Two shells in the ions Ag14+ to Xe14+: a worked problem

The eight ions below all carry charge +14. Each row adds one proton and one electron to the row above, so the series is not isoelectronic: the nuclear charge $Z$ and the electron count $N$ rise together. The new electron enters 4p up to Sn14+, where that shell closes, and 4d from Sb14+ on. The symbol $\varepsilon$ is a Hartree-Fock orbital eigenvalue in hartree and $\langle r\rangle$ is the mean radius of the orbital in bohr. Rows with open shells are averages over the configuration.

Ions Ag14+ to Xe14+ computed with B-spline radial code 1 as spherical atoms, using non-relativistic Hartree-Fock for the average of the configuration, with a point nucleus and at the basis-set limit. ε is the eigenvalue and <r> the mean radius of the occupied 2s or 4p orbital.

```
species   Z  electrons      configuration  ε(2s) (hartree)  ε(4p) (hartree)  ε(4p) − ε(2s) (hartree)  <r>(2s) (bohr)  <r>(4p) (bohr)  <r>(4p)/<r>(2s)
  Ag14+  47         33  [Ar] 3d10 4s2 4p3         -147.159         -12.7425                  134.417         0.14016         0.86977           6.2058
  Cd14+  48         34  [Ar] 3d10 4s2 4p4         -154.282         -13.1431                  141.139         0.13703         0.84649           6.1774
  In14+  49         35  [Ar] 3d10 4s2 4p5         -161.577         -13.5467                  148.030         0.13404         0.82442           6.1505
  Sn14+  50         36  [Ar] 3d10 4s2 4p6         -169.044         -13.9531                  155.091         0.13118         0.80395           6.1288
  Sb14+  51         37           [Kr] 4d1         -176.725         -14.4104                  162.315         0.12843         0.78334           6.0995
  Te14+  52         38           [Kr] 4d2         -184.577         -14.8711                  169.706         0.12579         0.76379           6.0720
   I14+  53         39           [Kr] 4d3         -192.600         -15.3355                  177.265         0.12326         0.74522           6.0462
  Xe14+  54         40           [Kr] 4d4         -200.794         -15.8035                  184.990         0.12082         0.72756           6.0218
```

**(a) Which orbital makes the gap $\varepsilon(4p)-\varepsilon(2s)$ grow, and why does the other move so little?**

Solution. From Ag14+ to Xe14+ the gap grows by 50.6 hartree. The 2s level deepens by 53.6 hartree and the 4p level by 3.06, so the growth belongs to 2s and the 4p motion slightly offsets it.

An electron far outside all the others would feel only the net charge $Z-N+1=15$, which is the same in every row, and its level would not move at all. An electron inside all the others would feel the pull of each new proton in full, while the new electron would exert no force on it and only lift its level by a smaller amount. The 2s orbital is near the second case and 4p lies between the two. For $n=4$ the fully screened level is $-15^2/32=-7.03$ hartree and the bare-nucleus level $-Z^2/32$ is $-69.0$ for silver. The computed $-12.74$ is much nearer the screened limit, and its extra depth comes from penetration of the core by the inner lobes of 4p and from the incomplete screening by the other $n=4$ electrons, which share its radial zone.

The step per row has the same reading. To first order a new proton lowers a level by $\langle 1/r\rangle$ of that orbital. For Cd14+ the same calculation gives 10.85 for 2s and 1.60 for 4p, in hartree per unit charge. The new electron sits on top of the 4p orbital and returns about 1.0 hartree of the 1.60 as repulsion, as the 4p repulsion integrals of that ion show. To the 2s electron it can return at most its own $\langle 1/r\rangle$, which is 1.60 out of 10.85. The actual steps, about 0.40 and 7.2 hartree around cadmium, are smaller than these remainders. The argued reason is that all other shells contract around the larger nucleus and repel more strongly.

**(b) Both orbitals shrink. Why does the ratio $\langle r\rangle(4p)/\langle r\rangle(2s)$ fall?**

Solution. The 4p radius shrinks by 16.4% of its value in silver and the 2s radius by 13.8%, so the ratio falls in every step, by 3.0% in all. The 2s orbital feels more of each new proton than 4p does, yet it contracts less in proportion, because it already feels a large charge and one more unit is a small addition to it.

A one-electron orbital in the field of a charge $Z_\text{eff}$ has

$$\langle r\rangle=\frac{3n^2-l(l+1)}{2Z_\text{eff}},$$

which is $6/Z_\text{eff}$ for 2s and $23/Z_\text{eff}$ for 4p. Inverting this row by row defines an effective charge. For Ag14+ it gives $6/0.14016=42.81$ and $23/0.86977=26.44$. This only restates the radii and tests nothing, but it puts them on a scale that can be read. The radius ratio becomes $(23/6)\,Z_\text{eff}(2s)/Z_\text{eff}(4p)$, and it exceeds the one-electron value 3.833 because the two orbitals feel different charges.

The screening $Z-Z_\text{eff}$ of 2s goes from 4.19 to 4.34 while seven electrons are added, about 0.02 each. That of 4p goes from 20.56 to 22.39, about a quarter of a unit each. On average 2s gains 0.98 per row on a charge in the forties, which is 2.12%, and 4p gains 0.74 on a charge near thirty, which is 2.55%. The ratio falls as long as the ratio of the gains, $0.74/0.98=0.76$, exceeds the ratio of the charges, $26.44/42.81=0.62$ in silver.

The 4p figure carries a caution. Silver has 28 electrons with $n\le 3$ and four other electrons with $n=4$, yet the screening read from the radius is only 20.56. A penetrating orbital is not hydrogenic in shape, and its effective charge absorbs what spectroscopy calls the quantum defect.

**(c) In a one-electron ion $\varepsilon(2s)/\varepsilon(4p)=4$. Does the energy ratio approach this value as the radius ratio approaches 23/6?**

Solution. It moves away. The ratio is 11.55 for silver and rises in every step to 12.71 for xenon. The 2s level reaches a growing fraction of its bare-nucleus value $-Z^2/8$, from 0.533 to 0.551, while 4p reaches a shrinking fraction of $-Z^2/32$, from 0.185 to 0.173. Hydrogenic behaviour is approached when $Z$ grows at fixed $N$, so that repulsion fades against nuclear attraction, and in such a series both ratios would drift toward their one-electron values. Here $N/Z$ rises, from 33/47 to 40/54. The fall of the radius ratio is the arithmetic of part (b) and no sign that the ions are becoming hydrogen-like.

Energies and radii can disagree because they respond to different parts of the potential. A spherical shell of charge exerts no force on an electron inside it, but it raises that electron's potential energy by a constant. Outer electrons therefore lift an inner eigenvalue and leave the inner orbital nearly unchanged in shape. The table shows the symptom: for silver the 2s charge read from the energy, $\sqrt{8\times147.159}=34.3$, is far below the 42.81 read from the radius.

The size can be checked for three rows. For Cd14+ a hydrogenic 2s orbital of the right radius would lie at $-43.79^2/8=-239.7$ hartree, and the eigenvalue is 85.4 hartree above that. The direct repulsion between the 2s electron and one outer electron is the average of $1/r_>$, where $r_>$ is the larger of the two radii, and this cannot exceed $\langle 1/r\rangle$ of the outer orbital. Summing the computed values over 3s, 3p, 3d, 4s and 4p gives

$$2(3.923)+6(3.830)+10(3.673)+2(1.669)+4(1.602)=77.3\ \text{hartree}.$$

For Sb14+ and I14+ the pairs are 96.1 against 88.9 and 103.6 against 96.9. The two quantities are of the same size and grow together, which supports the mechanism. The sum is an upper bound and still falls short in all three rows, so the outer shells are not the whole account. The 1s and $n=2$ electrons also repel the 2s electron, and the hydrogenic reference is crude, so no more than the order of magnitude should be read from the comparison.

**(d) The steps in $\varepsilon(4p)$ change abruptly at one place. Find it, explain it, and estimate its size without fitting anything.**

Solution. The 4p level deepens by 0.4006, 0.4036 and 0.4064 hartree in the three steps up to tin, then by 0.4573 from tin to antimony, and by up to 0.4680 after that. The step normally grows by about 0.003 per row. At tin it grows by 0.0509, which is 0.048 above the mean of the other five changes of step, while rounding of the table allows 0.0002.

At this point the added electron stops being 4p and becomes 4d. The proton pulls as before, so the change must be in what the new electron gives back. A 4d electron repels a 4p electron less than another 4p electron does. It is slightly more diffuse and lacks the innermost lobe, which lowers the direct repulsion, and the exchange correction is also larger on average.

In the configuration average the eigenvalue of a shell contains one average pair repulsion for every other electron. With orbitals frozen, replacing an added 4p electron by an added 4d electron lowers $\varepsilon(4p)$ by the difference of two pair energies. These are built from Slater integrals, $F^k$ for direct and $G^k$ for exchange interaction, weighted by angular coefficients. The squared 3j symbols are 2/15 for $F^2(pp)$, 2/15 for $G^1(pd)$ and 3/35 for $G^3(pd)$. The average over all pairs of spin orbitals multiplies them by $(2l+1)/(4l+1)=3/5$ within a p shell and by 1/2 between different shells. With the integrals of Sb14+ from the same calculation, in eV:

$$E(4p,4p)=F^0-\tfrac{2}{25}F^2=31.157-1.329=29.83$$

$$E(4p,4d)=F^0-\tfrac{1}{15}G^1-\tfrac{3}{70}G^3=30.348-1.341-0.547=28.46$$

The difference is 1.37 eV, or $1.37/27.21=0.050$ hartree. Of this, 0.81 eV comes from the two $F^0$ and 0.56 eV from the remaining terms. The estimate is about 6% above the 0.048 found. Nothing was fitted, but these pair energies are ingredients of the calculation itself. The agreement therefore shows that the change of pair repulsion at frozen orbitals accounts for the kink in this one place to within about 6%, and it is no independent test of Hartree-Fock theory.

The same logic tells what lies next door. While 4d keeps filling, the steps should keep growing smoothly. The configuration average spreads exchange evenly over the pairs, so a half-filled shell leaves no mark, although calculations on single terms would show the exchange pattern behind Hund's first rule. A new kink belongs where a new subshell starts, and the step grows if the newcomer repels 4p less than its predecessor did.

**(e) Does 2s notice the switch from 4p to 4d? Does the gap?**

Solution. The 2s level notices. Its step grows by 0.171 or 0.172 hartree per row everywhere except at tin, where it grows by 0.214. The excess is 0.043, against a rounding of 0.002. The sign is that of part (d): a 4d electron puts less charge near the nucleus than a 4p electron and lifts the inner level less.

The simple picture of part (c) fails on the size. If the outer electron were wholly outside 2s, the kink would be the difference of $\langle 1/r\rangle$ between 4p and 4d in antimony, $1.730-1.588=0.142$ hartree, which is 3.3 times the value found. Theory offers three corrections of the right sign. The inner lobe of 4p reaches into the 2s region, where $1/r$ is large but $1/r_>$ is capped by the radius of the 2s electron. This trims the 4p repulsion more than the 4d repulsion, since 4d is held out by a higher centrifugal barrier; $\langle r^{-3}\rangle$ in antimony is 177 bohr$^{-3}$ for 4p and 25.7 for 4d. Exchange with 2s also takes more off the repulsion of the penetrating 4p electron than off that of a 4d electron. In addition, the $n=3$ and $n=4$ shells taken together contract a little more when the newcomer is 4d, although 3s alone contracts slightly less, and that returns some repulsion. How the shortfall divides among the three is untested.

Because both levels kink in the same direction, the gap almost hides the event. Its excess at tin is $-0.005$ hartree, not much above the rounding of 0.002. Nothing in the argument requires 0.043 and 0.048 to be so close. A smooth difference column can conceal a change of configuration that both parent columns show.

**(f) The radius ratio falls least from In14+ to Sn14+. Is a closed shell larger than the trend for a physical reason?**

Solution. The fall is 0.0217 in that step, between 0.0269 before and 0.0293 after. It comes from the 4p radius: the gain in $Z_\text{eff}(4p)$ is 0.727 twice, then 0.710, then close to 0.75 in the four steps that add 4d. The gains of 2s stay between 0.976 and 0.983 with a rounding of 0.004 and carry no readable feature. In length the effect is small. The tin radius lies 0.0005 bohr above the value got by continuing the silver-to-indium gain in $Z_\text{eff}$ one more step.

The evidence points to a convention. When 3p and 4p are both full, any rotation that mixes the two radial functions leaves the density and the total energy unchanged, so the radius of "the 4p orbital" depends on a choice. While 4p is open the mixing angle is fixed by minimising the energy. With $h$ holes in 4p the averaged energy is

$$E=E_\text{closed}-h\,\varepsilon_\text{closed}(4p)+\tfrac12 h(h-1)\,E(4p,4p),$$

where the first two terms are evaluated as if the shell were full. The first term does not depend on the angle. For $h=1$ the last term vanishes and the optimum is the canonical orbital, the eigenfunction of the closed-shell Fock operator. For $h=2$ and 3 the last term tilts the angle toward weaker 4p self-repulsion, and the tilt grows as $h-1$. The angle thus drifts steadily from silver to indium. If the closed shell is then reported in canonical form, the drift stops at tin and 4p contracts less than before, as found. That the closed-shell rows use this form is a guess that fits the sign.

Other results of the same runs agree. Quantities that the rotation cannot touch are smooth: the steps of $F^0(4s,4s)$ are 0.7901, 0.7903 and 0.7905 eV, and those of the ionisation energy from total energies are 10.82, 10.90 and 10.98 eV. Quantities built from the 4p function break at tin, and in opposite directions: the step of $F^0(4p,4p)$ drops from 0.773 to 0.757 eV while that of $F^2(4p,4p)$ rises from 0.401 to 0.423. A plain swelling of the orbital would lower both. The eigenvalue shows no break before the 4d kink, which suits a quantity that is stationary in the angle at the canonical choice. The 3p radius settles the point. The sum $\langle r\rangle(3p)+\langle r\rangle(4p)$, which no rotation within the pair can change, falls by 0.0334, 0.0316 and 0.0300 bohr in the three steps up to tin, with no break: what 4p fails to lose at tin, 3p loses in addition. The break is therefore a rotation of the pair and not a swelling of the closed shell. It follows that the gains of 0.727 and 0.75 compare 4p and 4d screening across two definitions of the orbital, with an ambiguity of about 0.02, as large as most of their difference.

**(g) From Sb14+ on, 4p is a closed shell beneath 4d. Has it become core?**

Solution. In energy it has dropped out of the front line. The first ionisation energy, from total-energy differences, falls by 60.9 eV from tin to antimony because the electron now leaves 4d, while $\varepsilon(4p)$ goes on deepening. The 4p level lies 2.7 hartree below 4d in antimony and 3.2 below it in xenon. The cause of the order is standard: the higher centrifugal barrier keeps 4d out of the core, so it is screened more completely.

In space it has not withdrawn. The 4d mean radius is only 5% larger than the 4p radius in the two rows compared, Sb14+ and I14+, and the exchange integral $G^1(4p,4d)$ of about 20 eV in antimony reflects that overlap. At this high charge all $n=4$ orbitals occupy one radial zone. The 2s orbital, six times smaller and gaining 0.98 of each new proton, is core in both senses. The 4p shell gains only about three quarters of each new proton, before and after it closes. Most of the missing quarter is expected to be screening by the added electron, so 4p should still respond to the 4d occupation, and freezing it as inert core in these ions would discard that response.

**(h) Which digits can be trusted, and for what?**

Solution. As solutions of the stated equations the digits hold to the rounding, which is why kinks of 0.04 hartree on levels of 170 hartree can be read. Recomputing the ratio column from the printed radii reproduces it only to 0.0003, because the 2s radius has five figures. Radii of 4p compared across tin lose their fourth decimal to the convention of part (f).

As binding energies the eigenvalues hold far less. By Koopmans' theorem $-\varepsilon$ is the ionisation energy at frozen orbitals. For 4p in silver to tin it exceeds the total-energy difference by 0.40 to 0.64 eV, which is the relaxation of the ion and already affects the second decimal in hartree. Correlation is absent from both numbers.

Relativity is the larger omission. The first-order spin-orbit splitting of 4p, $3\zeta/2$ with $\zeta$ the spin-orbit parameter of the same runs, is 0.26, 0.34 and 0.42 hartree for Cd, Sb and I. This $\zeta$ is the bare central-field value without two-electron terms, which misses measured fine structure by tens of per cent, so only the size of the splitting counts. It is comparable with a whole row step and several times the kink of part (d), so the single 4p entry stands for two levels. For 2s the expansion parameter $(Z\alpha)^2$, with $\alpha$ the fine-structure constant, runs from 0.118 to 0.155. The first-order shift of a 2s level at a bare nucleus, $-\tfrac{5}{128}Z^4\alpha^2$, is of order ten hartree and grows as $Z^4$. Screening reduces it, but a relativistic 2s level would be deeper and tighter, and the gap wider and steeper, by amounts that reach the units digit. A correction smooth in $Z$ would not erase the kinks, though their sizes could shift.

The gap is a difference of eigenvalues and not the energy of a 2s to 4p excitation. It leaves out the relaxation around a core hole and the attraction between the excited electron and that hole, and from tin on the 4p shell has no vacancy to receive an electron.
